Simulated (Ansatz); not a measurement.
# Abstraction of Cl: GeH(GeH3)Cl2 + C2H5ClGa → GeH(GeH3)Cl + C2H5Cl2Ga

Species: GeH(GeH3)Cl2, singlet; C2H5ClGa `C[CH2][Ga][Cl]`, doublet; GeH(GeH3)Cl, doublet; C2H5Cl2Ga `C[CH2][Ga]([Cl])[Cl]`, singlet. A radical takes Cl: the energy is the difference in strength between the Ge–Cl bond broken and the Ga–Cl bond made.

Shapes, held fixed at every level: PBE0-D4/def2-TZVP. Flexible molecules stand in one conformer, not always the lowest. Programs: Ansatz 0.2.0. Electronic energies: no zero-point or thermal term.

| level | kind | ΔE (kJ/mol) | less CCSD(T)/def2-TZVPP |
| --- | --- | --- | --- |
| HF/def2-SVP | Hartree–Fock | -48.4 | -10.6 |
| HF/def2-TZVPP | Hartree–Fock | -41.7 | -3.9 |
| r2SCAN-D4/def2-TZVPP | meta-GGA | -35.7 | +2.1 |
| wB97M-V/def2-TZVPP | range-separated hybrid | -35.0 | +2.8 |
| B2PLYP/def2-TZVPP | double hybrid | -35.0 | +2.8 |
| CCSD(T)/def2-SVP | coupled cluster or CI | -49.3 | -11.5 |
| CCSD/def2-SVP | coupled cluster or CI | -50.3 | -12.5 |
| CCSD(T)/def2-TZVPP | coupled cluster or CI | -37.8 | 0.0 |

The highest level, CCSD(T)/def2-TZVPP, gives ΔE = -37.8 kJ/mol; the levels span -50.3 to -35.0. The column of differences is taken from that level and isn't an error. No measured value is set beside it here. Open shells run unrestricted. Relativity is left out for Ga, Ge. Outer-core shells of Ga, Ge are correlated in most correlated rows, in sets that cover them unevenly.

Chlorine transfer from germanium to gallium is exothermic at every level, so the Ga–Cl bond formed is stronger than the Ge–Cl bond broken. The main reason is probably bond polarity: gallium is the more electropositive metal, and its bond to chlorine gains more ionic character. Donation from chlorine lone pairs into the formally empty p orbital of three-coordinate gallium may add to this, whereas saturated germanium has no such acceptor orbital.

One radical and one closed-shell molecule stand on each side, and one metal–chlorine bond replaces another, so much of the correlation energy cancels. Hartree–Fock therefore lies close to CCSD(T) in the same basis, and the triples change little in the small one. Enlarging the basis matters more, taking CCSD(T) from -49.3 to -37.8 kJ/mol, which suggests that the polar bonds need better polarization and correlation functions than the small set offers. The direction of transfer is thus firmer than its exact energy, and a favourable reaction energy doesn't establish a low barrier.
